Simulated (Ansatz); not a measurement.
Si2Mo: pressure against volume per atom

Periodic Kohn-Sham DFT of a crystal at fixed atoms; pressure and stress are positive in compression; the energy is the free energy less that of spherical unpolarised free atoms; site moments are those in the method's own spheres, positive along +z. The results are calculated, by Ansatz 0.2.0.

Cell of the first row (space group I4/mmm, No. 139):
```
cell vectors (Å)
  -1.5784     1.5784     3.8774
   1.5784    -1.5784     3.8774
   1.5784     1.5784    -3.8774
atoms (fractions of the cell vectors)
Si  0.33300  0.33300  0.00000
Si  0.66700  0.66700  0.00000
Mo  0.00000  0.00000  0.00000
```

Settings of every row: method frozen-core PAW; functional PBEsol; relativity scalar; k mesh 16x16x16; filling fermi-dirac; smearing width 0.08 eV; wave cutoff 420 eV; paw set soft_2.

Atom start moment: 0 on all atoms.

Limits: PAW files made with PBE.

| row | volume per atom (Å³) | pressure (GPa) |
| --- | --- | --- |
| 1 | 12.879 | 6.687 |
| 2 | 13.282 | -0.561 |
| 3 | 13.416 | -2.725 |
| 4 | 13.684 | ? |
| 5 | 14.221 | -13.471 |

Question: what pressure should row 4 give?

Worked fit of pressure. Take u = (V_r/V)^(2/3) − 1 with V_r = 13.349 Å³ an atom, which is twice the finite (Eulerian) strain; such expansions in the strain, on which the Birch-Murnaghan equation of state is built, carry the rest volume and the bulk modulus. The shown rows have u = 0.02418, 0.00336, -0.00333, -0.04131. Least squares give pressure = −1.658 + 323.28 × u + 903.38 × u² GPa; a straight line predicts inner rows, each left out in turn, worse (root mean square 0.59 against 0.0011 GPa). The rows lie off it by 0.000, 0.001, 0.000, 0.000. The pressure vanishes at u = 0.0051, or V = 13.25 Å³ an atom, and there the bulk modulus at fixed shape and fractions is B = −V dP/dV = (2/3)(1 + u) dP/du = 223 GPa. Letting shape and atoms relax would as a rule lower it, by much in layered, chain or molecular crystals. The withheld row has u = -0.01639, so the fit gives −1.658 + 323.28 × (-0.01639) + 903.38 × (-0.01639)² = -6.714 GPa.

The calculation gave -6.711 GPa. The fit lies 0.003 GPa (0.015 % of the column's range) below it; its largest miss of a shown row is 0.001 GPa.
